Non-abelian braiding of Majorana zero modes: limits and scaling

The ideal exchange

Take 2n Majorana operators with γ_i† = γ_i and {γ_i, γ_j} = 2δ_ij. Pairing them into n fermions gives 2^n states. Fixing the total parity P ∝ γ_1γ_2…γ_2n leaves 2^(n−1), a factor √2 per added mode. Since (γ_(i+1)γ_i)² = −1, the exchange operator (Ivanov 2001) is

U_i = exp(πγ_(i+1)γ_i/4) = (1 + γ_(i+1)γ_i)/√2,

up to an overall phase. It gives U_iγ_iU_i† = γ_(i+1), U_iγ_(i+1)U_i† = −γ_i and U_i² = γ_(i+1)γ_i. Multiplying out shows U_iU_(i+1)U_i = U_(i+1)U_iU_(i+1), [U_i, U_j] = 0 for |i − j| ≥ 2, and [U_i, U_(i+1)] = γ_iγ_(i+2) ≠ 0.

Scaling with the number of modes

At fixed parity the Pauli operators are the even products of γ's. A braid permutes the γ's with signs, so it maps Paulis to Paulis and is a Clifford gate. The gate exp(πγ_2γ_1/8) sends γ_1 to (γ_1 + γ_2)/√2, so no braid produces it.

For n = 1 the sector has one state and U_1 is a phase. For n = 2, γ_2γ_1 = −Pγ_4γ_3 with P = γ_1γ_2γ_3γ_4, so U_3 equals U_1 or its inverse. U_1 and U_2 are quarter turns of the Bloch sphere about perpendicular axes and generate the 24 rotations of a cube, the whole one-qubit Clifford group modulo phases. In general the braids give all signed permutations of determinant +1, of which there are 2^(2n−1)(2n)!. For n ≥ 3 the product Pγ_aγ_b is not bilinear, so a braid that is trivial in the sector must fix every bilinear, and only ±1 does. That leaves 2^(2n−2)(2n)! gates, against 2^(k²+2k) Π_(j=1..k)(4^j − 1) Clifford gates on k = n − 1 qubits. Both counts are 11520 for n = 3. For n = 4 they are 2580480 and 92897280, a ratio of 36. At large n the logarithms grow as 2n ln 2n and 2n² ln 2, so braids reach a vanishing fraction of the Clifford group.

Dimensionless groups

U_i contains no dimensional constant, so every correction depends on ratios. The two ends of one straight chain cannot pass each other. The smallest device is a star, in which three outer modes γ_1, γ_2, γ_3 couple to a central mode γ_0:

H = (i/2) Σ_a J_a γ_aγ_0 + (i/2)(ε_1γ_2γ_3 + ε_2γ_3γ_1 + ε_3γ_1γ_2).

The scales are the on-coupling J, the off-coupling ηJ, the direct splitting ε, the topological gap Δ ≥ J, the time τ per step, the poisoning time τ_p, k_BT, the mode separation L and the decay length ξ. The groups are x = Jτ/ħ, η, r = ε/J, b = Δ/k_BT and τ/τ_p; ℓ = L/ξ controls η and r.

The parity p = γ_1γ_2γ_3γ_0 = ±1 commutes with H, and s_a = p·iγ_aγ_0 obey the Pauli algebra with iγ_1γ_2 = −s_3 (cyclic). Hence H = ½(pJ − ε)·s, with J and ε as vectors. A distant pair of modes compensates p, so p = ±1 labels the qubit.

For ε = 0 and J = Jn̂ the levels are ±J/2 and the zero modes are e·γ with e ⊥ n̂. Turn n̂ along 3 → 1 → 2 → 3. The generator of a leg, for instance γ_1γ_3, anticommutes with H on that leg, so it has no matrix element within the ground space and produces the adiabatic transport. The product is exp(πγ_3γ_2/4) exp(πγ_2γ_1/4) exp(πγ_1γ_3/4) = U_1. For any loop the ground space acquires exp(ipΩ/2), where Ω is the solid angle traced by n̂; the octant has Ω = π/2. If the relative phase of p = ±1 is off by δ, an equal superposition has infidelity 1 − F = sin²(δ/2).

Off-coupling η

For straight ramps between the corners (η, η, 1), (1, η, η), (η, 1, η), n̂ traces a spherical triangle with

tan(Ω/2) = (1 − η)²(1 + 2η)/[q³ + 3q(2η + η²)], q = √(1 + 2η²).

For small η, Ω = π/2 − 6η + 9η², so 1 − F ≈ 9η²; the coefficient depends on the ramp shape. For η → 1, Ω ≈ (1 − η)²/(2√3) and the gate tends to the identity. The crossover Ω = π/4 lies at η = 0.17. There the loop yields the non-Clifford gate, with an angle that depends linearly on η and has no protection.

Speed x

If n̂ turns through π/2 at constant rate and constant J, the Hamiltonian in the co-rotating frame is constant, (ħ/2τ)(px s_∥ − (π/2)s_⊥), and the excitation probability of one leg is exactly

P_1 = (π²/4w²) sin²(w/2), w = √(x² + π²/4).

In the sudden limit P_1 = 1/2 − (4 − π)x²/(2π²): the state stays behind, and over the closed loop nothing happens to it. P_1 falls to 1/4 at x = π√3/2 = 2.72, the crossover, and first vanishes at x = π√15/2 = 6.08. For large x it oscillates under π²/(4x²). The amplitude arises at the kinks of the path: π/(4x) at the start and at the end, √2 times that at each of the two right-angled corners. Averaged over the phase x the squares add, giving 3π²/(8x²) for the braid. The shift of each leg's level from x/2 to w/2 is the same for both p. The remaining phase error is of order 1/x², so its infidelity is of order 1/x⁴.

Smoother ramps raise the power. For an angular velocity (π²/4τ) sin(πt/τ), the first-order amplitude gives P_1 = (π⁶/16) cos²(x/2)/(x² − π²)², with braid average 3π⁶/(32x⁴) at large x. When the first m time derivatives of the angle vanish at the ends, integration by parts gives leakage ∝ x^(−2m−2).

Splitting r and the optimal time

The ground energies are −|J ∓ ε|/2, so the qubit splits by ε·n̂, with a relative correction of order r². The two loops tilt in opposite senses, and the change of the geometric phase cancels at first order in r. In the worst case ε_1 = ε_2 = ε_3 = ε, a constant-rate leg averages sin θ + cos θ to 4/π, so δ = 12rx/π. For δ ≪ 1 and x ≫ 1,

1 − F ≈ 3π²/(8x²) + 36r²x²/π²,

with its minimum at

τ* = (π/96^(1/4)) ħ/√(εJ) = 1.004 ħ/√(εJ), (1 − F)_min = 3√6 r = 7.35 r.

The best time is the geometric mean of ħ/J and ħ/ε. For rx ≳ 1 the dynamical phase erases the gate, and the window between the two times closes as r → 1. The η term is second order and negligible beside 7.35r when η ≈ r ≪ 1. For the sine ramp the average is √2 J_0(π/4) = 1.204 and the minimum is 19 r^(4/3). This wins below r ≈ 0.06, a rough figure, since there x ≈ 5 and π² is not small against x². For general m the exponent is 2(m + 1)/(m + 2), which tends to 2.

Separation ℓ

Take the Kitaev chain at half filling with N sites, spacing a, hopping t and pairing d < t, so that Δ = 2d and ħv = 2ta. The end mode falls as ρ^j on alternate sites, with ρ² = (t − d)/(t + d). Thus ξ = 2a/ln[(t + d)/(t − d)] ≈ (ħv/Δ)(1 − d²/3t²), and ξ → 0 as d → t. The overlap gives ε = [4td/(t + d)]ρ^N for large even N and zero for odd N; even N is the envelope of the oscillation with length.

For d ≪ t and L = (N + 1)a, the envelopes A, B of the two modes obey εB = (ħv∂ + Δ)A and εA = (−ħv∂ + Δ)B with A(L) = B(0) = 0. Setting A = sinh κ(L − z) and B ∝ sinh κz gives

|ε|/Δ = 1/cosh κL, tanh κL = κξ.

For ℓ ≫ 1, ε/Δ = 2e^(−ℓ)[1 + (2ℓ − 1)e^(−2ℓ)]. Near ℓ = 1, ε/Δ ≈ 1 − 3(ℓ − 1)/2, and at L = ξ the level reaches the gap edge. Below that κ is imaginary, and ε/Δ ≈ π/(2ℓ) − 2/π for ℓ ≪ 1 is plain size quantisation.

Temperature and poisoning

A thermal quasiparticle can be absorbed by an end mode and flip its parity. With E = Δ√(1 + k²ξ²) near each of two Fermi points, the mean number is N_th = (L/π)∫dk/(e^(E/k_BT) + 1). For b ≫ 1, N_th ≈ (2ℓ/π)K_1(b) ≈ ℓ√(2/πb) e^(−b)(1 + 3/8b). For b ≪ 1, N_th ≈ 2ℓ ln 2/(πb). Electrons from outside add about 3τ/τ_p to 1 − F. Balanced against leakage alone, this gives x³ = π²Jτ_p/(4ħ) and 1 − F = 9π²/(8x²) ∝ (ħ/Jτ_p)^(2/3).

Fe chains on Pb(110)

Zero-bias peaks at the ends of these chains were reported by Nadj-Perge and co-workers in 2014. Their Majorana origin is debated and no braid has been established, so the following are numbers of a one-band model. Typical or assumed inputs: Pb gap Δ_Pb = 1.35 meV, Δ = 0.2 meV, bare d-band ħv = 0.3 eV nm, chain–substrate hybridisation Γ = 1 eV, Pb Fermi wavevector k_F = 16 nm⁻¹, L = 10–30 nm.

The bare length ħv/Δ is 1.5 µm, far longer than the chains. The substrate self-energy contains −Γω/√(Δ_Pb² − ω²) ≈ −Γω/Δ_Pb, which multiplies the velocity by Z = Δ_Pb/(Δ_Pb + Γ) = 1.35×10⁻³ (Peng and co-workers, 2015). Then ξ = Zħv/Δ = 2.0 nm. Γ was chosen so that the density decay length ξ/2 reproduces the typical end-state extent of about 1 nm. Set J = Δ, the fastest case, with ħ/Δ = 3.3 ps. Leakage into the continuum then rivals leakage within the star, so prefactors are uncertain by factors of order one. With r = 2e^(−ℓ) and constant-rate legs:

L = 10 nm: r = 1.3×10⁻², τ* = 28 ps, 1 − F = 0.099
L = 20 nm: r = 9.1×10⁻⁵, τ* = 0.35 ns, 1 − F = 6.7×10⁻⁴
L = 30 nm: r = 6.1×10⁻⁷, τ* = 4.2 ns, 1 − F = 4.5×10⁻⁶

Three neglected effects can exceed the small entries.

First, the self-energy is not local. The subgap Green function of bulk Pb falls as 1/(k_F L) up to a decay length that is typically of order 100 nm. The ends therefore couple with strength cZΓ/(k_F L) ≈ cΔ_Pb/(k_F L), where c is an overlap factor that the model does not fix. For c = 1 and L = 30 nm, r = 0.014, τ* = 28 ps and 1 − F ≈ 0.1. The power law overtakes the exponential at L = 7.0 nm for c = 1 and at 18 nm for c = 0.01. Beyond that point 1 − F falls only as 1/L.

Second, Δ/k_B = 2.3 K. The Debye energy of Pb, 9.0 meV (from 105 K, compiled value, Wikipedia), is 45Δ, so acoustic phonons exist at the gap energy and equilibrium populations are the relevant scale. For ℓ = 15, N_th ≈ 2 at a typical tunnelling-microscope temperature of 1.4 K, and 3.8×10⁻⁴ at an assumed electron temperature of 0.25 K. N_th = 0.01 needs 0.37 K.

Third, a tip that passes an assumed 10 pA through an end mode limits τ_p to about e/I = 16 ns, comparable with the 13 ns of the slowest braid listed. The poisoning optimum is x = 23, τ = 75 ps and 1 − F = 0.02, which dominates once r < 0.003.

Control is a further limit. The chains have no gates to switch J_a within tens of picoseconds. A field below the typical critical field of Pb, 80 mT, acting on the bulk bcc Fe spin moment of 2.13 μ_B (compiled value, Ekholm 2018, standing in for the chain), gives 9.9 µeV per atom. Against an assumed anisotropy K sin²φ with K = 1 meV per atom, it tilts the moment by μB/2K ≈ 0.005 rad.

A gated InAs/Al nanowire shows the same scaling with tunable couplings, also without an established braid. Assumed inputs: Δ = 0.05 meV, ξ = 0.2 µm, L = 2 µm, T = 50 mK. The model has ℓ = 10 and r = 9.1×10⁻⁵, as for the 20 nm chain, with ħ/Δ = 13 ps, τ* = 1.4 ns and N_th = 2.2×10⁻⁵. The coherence length of a thin Al film is typically of order 0.1 µm, far below L, so the path through the superconductor is cut off exponentially as well. The clean-wire infidelity of 6.7×10⁻⁴ is the model's. Disorder in real wires typically lowers Δ, lengthens ξ and adds subgap states, all of which raise it, and because r = 2e^(−ℓ), doubling ξ alone multiplies it by e⁵ ≈ 150.